**Question**

I am writing a stochastic series expansion (SSE) code for hard-core bosons, meant for ⁸⁷Rb in a deep cubic optical lattice at fillings other than one half. With heat-bath exit probabilities my loops often turn back on themselves. The directed-loop scheme of Syljuåsen and Sandvik (2002) is said to remove these bounces in part of the XXZ parameter plane. Where do the directed-loop equations come from, why are they only 3×3, and for which anisotropy, field and constant shift can bounces be avoided altogether?

**Answer**

Each set of equations links three vertex weights, bounces can be dropped exactly when those weights obey the triangle inequalities, and for the spin-1/2 XXZ model this gives |Δ| + 2|h_b| ≤ 1 together with a lower bound on the shift. For hard-core bosons with on-site repulsion only, on the cubic lattice, the first condition reads |μ| ≤ 6t.

**1. Model and conventions**

Take N sites, each with z neighbours, periodic boundaries, N_b = zN/2 bonds, β = 1/k_BT, and

H = −t Σ⟨ij⟩ (b†_i b_j + b†_j b_i) + V Σ⟨ij⟩ n_i n_j − μ Σ_i n_i, with n_i = 0 or 1, t > 0.

Set b† = S⁺, b = S⁻, n = Sᶻ + 1/2, so ↑ is an occupied site. Since S⁺_iS⁻_j + S⁻_iS⁺_j = 2(SˣSˣ + SʸSʸ) and n_i n_j = SᶻSᶻ + (Sᶻ_i + Sᶻ_j)/2 + 1/4, and each site lies on z bonds, up to a constant

(1) H = J Σ⟨ij⟩ [−(Sˣ_iSˣ_j + Sʸ_iSʸ_j) + Δ Sᶻ_iSᶻ_j] − h Σ_i Sᶻ_i, with J = 2t, Δ = V/(2t), h = μ − zV/2.

On a bipartite lattice a π rotation about z on one sublattice reverses the sign of the xy term, so (1) also covers the antiferromagnetic XXZ model there. A π rotation of all spins about x sends h to −h, so I take h ≥ 0 unless absolute values are written.

Share the field of a site equally among its z bonds, h_b = h/(zJ), and add a constant C per bond: H = −J Σ⟨ij⟩ (H₁ + H₂) + J N_b C, with

H₁ = C − Δ Sᶻ_iSᶻ_j + h_b (Sᶻ_i + Sᶻ_j), H₂ = (S⁺_iS⁻_j + S⁻_iS⁺_j)/2, C = Δ/4 + h_b + ε.

The non-zero matrix elements are

(2) W_X = ⟨↑↓|H₂|↓↑⟩ = 1/2,
W_A = ⟨↑↓|H₁|↑↓⟩ = C + Δ/4 = Δ/2 + h_b + ε,
W_P↓ = ⟨↓↓|H₁|↓↓⟩ = C − Δ/4 − h_b = ε,
W_P↑ = ⟨↑↑|H₁|↑↑⟩ = C − Δ/4 + h_b = ε + 2h_b,

with X (exchange) and A (antiparallel) each occurring also in mirror image, and P for parallel. The shift ε is free as long as all weights are non-negative.

**2. SSE weight**

Expand exp(−βH) in powers of β, drop the constant factor exp(−βJN_bC), and insert Sᶻ basis states between the operators. Each bond operator maps a basis state to a single basis state or to zero, so

(3) Z ∝ Σ_n (βJ)ⁿ/n! Σ_configurations Π_{p=1..n} W(v_p).

Vertex v_p is the p-th operator with four legs: the spins of its two sites before it acts (leg 1 lower left, leg 2 lower right) and after (leg 3 above 1, leg 4 above 2). Between operators a spin does not change, so every leg is linked to the next leg on the same site along the periodic string, and linked legs carry equal spins. From (3), ⟨n⟩ = β(JN_bC − ⟨H⟩): raising ε by δε lengthens the string by βJN_b δε. The order n is changed by the usual diagonal update, and spins touched by no operator are flipped freely. The loop update keeps n and the links fixed and changes leg spins, so only the product of W matters.

**3. The loop and detailed balance**

Pick one of the 4n legs uniformly as entrance e₁. At a vertex in state s entered through e, choose an exit x with probability P(s; e→x) and flip the spins on e and x, which gives state s′. If x = e the two flips cancel: that is a bounce. Follow the link from x to the next entrance. Stop when the exit lies on the link ℓ₀ that contains e₁, because the spin mismatch opened on ℓ₀ at the start is then healed.

A loop is a sequence (e₁,x₁), …, (e_m,x_m) with probability (1/4n) Π_k P(s_k; e_k→x_k), where s_k is the state of the vertex at that visit. Every vertex stays one of the six allowed ones throughout, since the mismatches sit on links. The product of weights is therefore defined after each step and changes by W(s′_k)/W(s_k), and over the loop it telescopes to W_new/W_old = Π_k W(s′_k)/W(s_k), repeated visits included.

The reversed loop starts on the new configuration at x_m, exits at e_m, and continues down to exit e₁, meeting state s′_k at x_k and restoring s_k. It obeys the same rules. Its starting link is ℓ₀, because x_m lies on ℓ₀. It cannot stop early: for k > 1 the leg e_k is the partner of x_{k−1}, which is not on ℓ₀, as the forward loop went on. Its starting probability is again 1/4n. Reversal pairs forward and backward loops one to one, so detailed balance holds if at every vertex

(4) W(s) P(s; e→x) = W(s′) P(s′; x→e), Σ_x P(s; e→x) = 1.

The loop also closes with probability one. Run without the stopping rule, the walk on (leg spins, entrance leg) is a finite Markov chain which by (4) leaves the positive measure ΠW invariant; all its states are then recurrent, and returning to the initial state requires crossing ℓ₀.

**4. Why the sets have three members**

Give each leg a sign q: q = + for ↑ on a lower leg or ↓ on an upper leg, q = − otherwise. Conservation of Sᶻ means two legs + and two legs −, which gives the six vertices. Flipping the entrance produces an open vertex with three equal signs and one odd sign, and the entrance is among the three. To close it, the exit must be one of those three legs; flipping the odd leg would give four equal signs. So an open vertex has three closings, numbered by the leg i that is flipped, with weights W_i, and entering closing i through leg i leads back to the same open vertex. There are 4 × 2 = 8 open vertices, hence eight decoupled sets.

The vertex type is fixed by which legs share a sign: {12|34} is P, {14|23} is A, {13|24} is X. In closing i the flipped leg shares its sign with the odd leg, and the three choices run through all three pairings. Every set therefore holds one X, one A and one P. Four sets contain P↓ and four P↑, and by (2) the four are copies of each other. The geometry follows too: X↔A flips two legs on the same side of the operator (switch site and reverse direction), X↔P flips diagonally opposite legs (switch and continue), A↔P flips two legs of one site (continue straight).

Define a_ij = W_i P(i→j) for entering through leg i and leaving through leg j. Then (4) becomes the directed-loop equations

(5) a_ij = a_ji ≥ 0, a_i1 + a_i2 + a_i3 = W_i (i = 1, 2, 3),

three equations for six unknowns, with a_ii the bounce weights. Heat bath is the solution a_ij = W_iW_j/(W₁ + W₂ + W₃), which bounces with probability W_i/(W₁ + W₂ + W₃).

**5. General solution and minimal bounce**

Add rows i and j of (5) and subtract row k, with i, j, k all different. The terms a_ik and a_jk cancel:

(6) W_i + W_j − W_k = 2a_ij + a_ii + a_jj − a_kk.

With all bounces set to zero the solution is unique,

(7) a_ij = (W_i + W_j − W_k)/2,

and it satisfies (5), since a_ij + a_ik = W_i. It is admissible if and only if all three a_ij ≥ 0, that is, if no weight exceeds the sum of the other two. These inequalities already imply W_i ≥ 0.

Now suppose W_k > W_i + W_j. Only one inequality can fail for non-negative weights: W_k > W_i + W_j and W_i > W_j + W_k would add up to 0 > 2W_j. So k is the largest weight, and (6) gives

a_kk = (W_k − W_i − W_j) + 2a_ij + a_ii + a_jj ≥ W_k − W_i − W_j.

The bound is reached only for a_ij = a_ii = a_jj = 0, and rows i and j then fix the rest:

(8) a_kk = W_k − W_i − W_j, a_ik = W_i, a_jk = W_j.

This is the smallest total bounce weight; only the heaviest vertex bounces, with probability 1 − (W_i + W_j)/W_k. At W_k = W_i + W_j solutions (7) and (8) coincide, so the probabilities are continuous across the boundary.

**6. The XXZ region**

Insert (2) into (7). For the sets with P↓:

(9) a_XA = (1 + Δ)/4 + h_b/2, a_XP = (1 − Δ)/4 − h_b/2, a_AP = (Δ − 1)/4 + h_b/2 + ε.

For the sets with P↑:

(10) a′_XA = (1 + Δ)/4 − h_b/2, a′_XP = (1 − Δ)/4 + h_b/2, a′_AP = (Δ − 1)/4 + 3h_b/2 + ε.

The four coefficients involving X are (1 ± Δ ± 2h_b)/4 with all four sign choices. The shift has cancelled from them because it enters W_A and W_P equally. The smallest is (1 − |Δ| − 2|h_b|)/4. Of the other two, a′_AP = a_AP + h_b is the larger for h_b ≥ 0. A bounce-free update therefore exists if and only if

(11) |Δ| + 2h_b ≤ 1 and ε ≥ ε_min = (1 − Δ)/4 − h_b/2 (h_b ≥ 0).

Inside the region ε_min = a_XP ≥ 0. In terms of C the result holds for either sign of the field: |Δ| + 2|h_b| ≤ 1 and C ≥ 1/4 + |h_b|/2. The region is a diamond with corners Δ = ±1 at h_b = 0 and h_b = ±1/2 at Δ = 0. The first condition is |W_A − W_P| ≤ W_X: flipping one spin must not change the diagonal bond energy by more than the exchange matrix element.

Outside it, (8) gives the forced bounce weights for h_b ≥ 0:

P↓ sets, Δ + 2h_b > 1: a_AA = (Δ − 1)/2 + h_b
P↓ sets, Δ + 2h_b < −1: a_PP = −(1 + Δ)/2 − h_b
P↑ sets, Δ − 2h_b > 1: a′_AA = (Δ − 1)/2 − h_b
P↑ sets, 2h_b − Δ > 1: a′_PP = h_b − (1 + Δ)/2
P↓ sets, ε < ε_min: a_XX = 2(ε_min − ε), and similarly a′_XX = −2a′_AP with a′_AP from (10) if that is negative.

The first four do not depend on ε. A larger ε dilutes their probability a_kk/W_k at the price of a longer string, and never removes them.

One edge has a physical meaning. The bond Hamiltonian −(SˣSˣ + SʸSʸ) + ΔSᶻSᶻ − h_b(Sᶻ_i + Sᶻ_j) has eigenvalues Δ/4 ∓ h_b and −Δ/4 ∓ 1/2. For Δ ≥ −1 and h_b ≥ (1 + Δ)/2 the state ↑↑ is lowest on every bond at once, so the fully polarised state is a ground state. One flipped spin in the uniform superposition costs h − zJΔ/2 − zJ/2 = zJ[h_b − (1 + Δ)/2], which is negative below that field. So h_b = (1 + Δ)/2 is the exact saturation field, and it is the line a′_XA = 0. For −1 ≤ Δ ≤ 0 the bounce-free region ends exactly at saturation; for Δ > 0 it ends earlier, at h_b = (1 − Δ)/2. In boson variables with z = 6, h_b = (μ − 3V)/(12t) and

(12) |V|/(2t) + |μ − 3V|/(6t) ≤ 1,

which for V = 0 is |μ| ≤ 6t, the whole range between the empty and the full lattice at T = 0.

**7. Range of validity**

The result is exact for spin 1/2 or hard-core bosons with two-site, Sᶻ-conserving bond operators, four-leg vertices, one spin flip per leg and uniform choice of the starting leg. Temperature and system size do not enter, and the lattice enters only through z. Positive weights need the boson sign of the hopping in (1), or a bipartite lattice.

Softer occupancy limits, higher spin or pair-creating terms allow more exits or more vertex types, so the sets and the conditions must be worked out again. Three-site terms need larger vertices.

Non-uniform fields are covered. Let site i put the reduced field g_i on a bond, H₁ = C − ΔSᶻSᶻ + g_iSᶻ_i + g_jSᶻ_j. The A and P members of a set differ in the spin of one site, and for example W(↑↑) − W(↑↓) = g_j − Δ/2; the other cases change signs. The condition |W_A − W_P| ≤ 1/2 becomes |Δ| + 2|g_i| ≤ 1 site by site, and the third inequality is again met by a large enough C. At an open boundary with equal sharing g_i = h/(z_iJ) is larger, so bounces set in there first; in a trap with V = 0 they are forced wherever the local |μ_i| exceeds 6t.

Equations (5) secure detailed balance. They do not prove ergodicity, which must hold for the loop and diagonal updates together, and at ε = ε_min the straight move of the P↓ sets is switched off, although A and P↓ still connect through X. Nor do they prove that fewer bounces give the shortest autocorrelation time. The argument for that is heuristic: a bounce sends the head back over the path it has just changed.

**8. Illustration: Rb on a cubic lattice**

As typical inputs take m ≈ 86.9 u, lattice wavelength λ = 1064 nm, and at a depth near 20 E_R, t ≈ 0.0025 E_R and on-site U ≈ 0.4 E_R. Writing frequencies as energy over Planck's constant 2πħ, E_R = (2πħ)²/(2mλ²) corresponds to 2.03 kHz, t to 5.1 Hz, and U/t = 160. The model is U → ∞, V = 0, so J = 2t and Δ = 0.

Choose μ = 3t (15 Hz), so h_b = 0.25. For a rough filling, a uniform product state with spins at polar angle θ has energy per site (zJ/8)(−sin²θ + Δcos²θ) − (h/2)cosθ, minimal at cosθ = 2h_b/(1 + Δ), so n = 1/2 + h_b/(1 + Δ) = 0.75 in mean field at T = 0. Here |Δ| + 2h_b = 0.5 ≤ 1 and ε_min = 0.125. With ε = ε_min, C = 0.375 and

W_X = 0.5, W_A = 0.375, W_P↓ = 0.125, W_P↑ = 0.625.

Sets with the empty pair P↓: a_XA = 0.375, a_XP = 0.125, a_AP = 0. Exit probabilities a_ij/W_i:
from X: to A 0.75, to P 0.25; from A: to X 1; from P: to X 1.

Sets with the full pair P↑: a′_XA = 0.125, a′_XP = 0.375, a′_AP = 0.25.
from X: to A 0.25, to P 0.75; from A: to X 0.333, to P 0.667; from P: to X 0.6, to A 0.4.

Heat bath with the same weights would bounce, for X, A, P in turn, with probabilities 0.5, 0.375, 0.125 in the P↓ sets and 0.333, 0.25, 0.417 in the P↑ sets. Taking ε = 0 would save βJN_bε_min/N = 6βt ε_min = 0.75 βt operators per site, but forces a_XX = 0.25, a bounce probability of 0.5 on X in the P↓ sets. At μ = 7t, beyond saturation, h_b = 0.583, ε = 0 is allowed, and a_AA = a′_PP = 0.083, with probabilities 0.143 and 0.071.

Finite U adds terms of order t²/U. Hopping onto an occupied site has matrix element √2 t, so an occupied pair gains −4t²/U from its two doubly occupied intermediate states, which is V = −0.025t or Δ = −0.0125, and a particle can pass through an occupied site to an empty one with amplitude −2t²/U, of size 0.0125t. With the V term alone the left side of (12) at μ = 3t moves from 0.5 to 0.525, far from 1; the three-site term is of the same order and lies outside the four-leg scheme. For the physical edge both count. A hole in the full lattice loses z pair energies and has z(z − 1) = 30 three-site paths, so at zero momentum it costs μ − 6t + 24t²/U − 60t²/U, and the lattice fills at μ ≈ 6t + 36t²/U ≈ 6.2t, not 6t. The lower edge is a one-particle problem and stays at −6t; next-nearest-neighbour tunnelling, typically below one per cent of t at this depth, is neglected.

The hard-core model's bounce-free window is thus |μ| ≤ 6t, about ±30 Hz with these assumed inputs. It spans all fillings of that model at T = 0, and its upper end lies about 4 per cent below the second-order filling point of the finite-U lattice gas with the same t and U.